## Results and discussion

How completely must the motions of the valence electrons be coupled before the energy of a small aluminium hydride radical can be trusted? In Al₂H, two aluminium atoms and one hydrogen share seven valence electrons, one of them unpaired. Low-lying empty aluminium 3p orbitals give these electrons many ways to avoid one another. The structure examined is bent, with the hydrogen bound to one end of the Al–Al pair. It is one point of a bend scan and has not been shown to be the equilibrium structure. The errors below are those of its total energy, relative to UCCSDT(Q) in the same basis.

Errors in the total energy of the neutral Al₂H doublet, calculated with Ansatz 0.2.0 in the cc-pVTZ basis at a PBE0/def2-TZVP bend-scan geometry (107.6°). Only valence electrons are correlated. R and U denote restricted and unrestricted open-shell levels, and “pair” denotes an active space of three electrons in three orbitals.

| level | this level less the reference (UCCSDT(Q), same basis) (meV) |
| --- | --- |
| RHF | 4293.1 |
| UHF | 3950.1 |
| RMP2 | 1204.3 |
| UMP2 | 1251.8 |
| CISD | 589.2 |
| RCCSD | 226.8 |
| UCCSD | 216.0 |
| RCCSD(T) | 59.2 |
| UCCSD(T) | 61.4 |
| BCCD(T) | 55.9 |
| RCCSDT | 12.8 |
| UCCSDT | 11.2 |
| RCCSDT(Q) | 0.7 |
| CASSCF pair | 3817.0 |
| NEVPT2 pair | 1150.8 |
| MRCISD pair | 502.9 |
| MRCISD+Q pair | 107.1 |

### Most of the missing energy is spread over many orbitals

Hartree–Fock theory lets each electron feel only the average field of the others. The restricted form (R) uses the same spatial orbitals for both spins and lies 4.3 eV too high. CASSCF pair mixes all arrangements of three electrons in three orbitals, yet recovers only 11 % of this energy. The rest must come from the other four valence electrons and from the many orbitals outside the small space. Much of it is dynamic correlation, the short-range avoidance of electrons, though low-lying orbitals just outside so small a space also take part. The active orbitals were not inspected, and a CASSCF run can settle on a higher solution, so the results of the pair levels hold for this run only.

Second-order perturbation theory, RMP2, treats each pair of electrons as if the other pairs did not respond. That is enough for 72 % of the correlation energy, but it leaves an error of 1.2 eV. Starting from the small active space instead, as NEVPT2 pair does, lowers the error by only 54 meV. MRCISD pair uses the same small space and more than halves the error of NEVPT2 pair. With this space, the bottleneck is therefore the second-order treatment of the remaining correlation; a larger space was not tried.

### Pairs must be allowed to move at the same time

CISD and RCCSD both determine single and double excitations iteratively, but RCCSD has the smaller error by 362 meV. The physical difference is simple: while one pair of electrons avoids each other, a second pair can do the same. Such a double event is a fourfold excitation, which CISD leaves out. CISD also lacks the threefold excitations made of a single and a double, which may count here because the singles are large. Coupled cluster writes the wave function as an exponential of the excitations and so contains their products automatically. Theory therefore predicts that the deficit of CISD grows as more electron pairs are added.

MRCISD pair suffers from the same omission, although it starts from several configurations. Its +Q correction, an estimate of the absent fourfold excitations, gains 396 meV. Even then the error is 107 meV, about 1.8 times that of RCCSD(T). For this radical, the small active space used here is no substitute for a good treatment of dynamic correlation.

### The decisive step is the treatment of triples

RCCSD still misses 227 meV, because three electrons can also correlate in a way that no product of singles and doubles describes. RCCSD(T) estimates these connected triples once, from the finished singles and doubles. RCCSDT instead solves for all three kinds together, so that the triples act back on the singles and doubles and on one another. The estimate catches 78 % of the gain that the full treatment brings.

The remaining gap between RCCSD(T) and RCCSDT is 46 meV, slightly more than 1 kcal/mol, the usual mark of chemical accuracy. A perturbative estimate works best when the triples are a small disturbance. Here the low-lying empty orbitals make excitations cheap, which is a plausible reason for the sizeable remainder, though these rows do not isolate it. Adding an estimate of connected quadruples, (Q), changes the restricted result by only a further 12 meV. The reference itself contains the quadruples only as such an estimate, so the last few meV remain uncertain.

### Better orbitals do not cure the (T) error

The usual diagnostics give warnings. The T1 value, which measures the weight of single excitations, is about 0.09 for the restricted calculation, well above the customary threshold of a few hundredths. The UHF solution has ⟨S²⟩ = 1.24 instead of the 0.75 of a pure doublet, so it contains an admixture of higher spin. One might therefore blame the starting orbitals.

The comparison of levels says otherwise. UHF lies 343 meV below RHF, but between UCCSD and RCCSD the gap has shrunk to 11 meV. The correlated unrestricted levels start from a slightly higher UHF solution, also spin-contaminated, so UHF and UMP2 are not successive steps from one determinant. This 13 meV shift is far too small to explain the near-disappearance of the gap. The single and double excitations largely repair the differences between the starting orbitals.

The three (T) levels make the point more directly. BCCD(T) uses Brueckner orbitals, chosen so that the single excitations vanish, yet its error is within 6 meV of those of RCCSD(T) and UCCSD(T). Differences this small may stem from the frozen cores and should not be used to rank the three. What they have in common is the one-time estimate of the triples, and replacing it by the full treatment removes most of the error. The warnings were thus justified, but the remedy is a higher excitation rank.

### What accuracy is worth paying for

An error in energy matters in practice through the quantity derived from it. Suppose a rate model for aluminium deposition from hydrides needs a barrier, and suppose the whole RCCSD(T) error entered it. A rate varies as exp(−E/kT), where E is the barrier, k Boltzmann's constant and T the temperature. At 500 K, kT is about 43 meV, so an error of 59 meV changes the rate by exp(59/43), a factor of about 4.

The same assumption gives a factor of about 190 for RCCSD and only 1.3 for RCCSDT. This is a scale for judging the steps, not a prediction for a reaction. In a real barrier, part of the error cancels between the two structures, and one structure alone cannot show how much.

The price follows from the formal growth of the work with molecular size. Doubling the molecule multiplies the work by 32 for MP2, 128 for (T) and 256 for full triples. Already at the present size, one cycle of RCCSDT needs roughly 70 times the leading operations of the single (T) step if constant prefactors are left out, because one more sum runs over the empty orbitals. Several cycles are needed, and (Q) grows more steeply still.

RCCSD(T) is therefore the sensible working level when an error of several hundredths of an eV is acceptable. If 1 kcal/mol must be reached without relying on cancellation, full triples are the lowest coupled-cluster rank in the table that suffices within this basis, and the basis itself must be improved as well. The (Q) step is worthwhile only once larger errors have been dealt with. Total correlation energies in a triple-zeta basis are typically still short by several per cent, which here probably means a tenth of an eV or more. These comparisons within one basis do not contain that error. For the total energy it is probably larger than the step from RCCSD(T) to RCCSDT, so a larger basis deserves attention even before full triples. A common economy is to enlarge the basis with RCCSD(T) and to add the step to RCCSDT from a smaller basis.
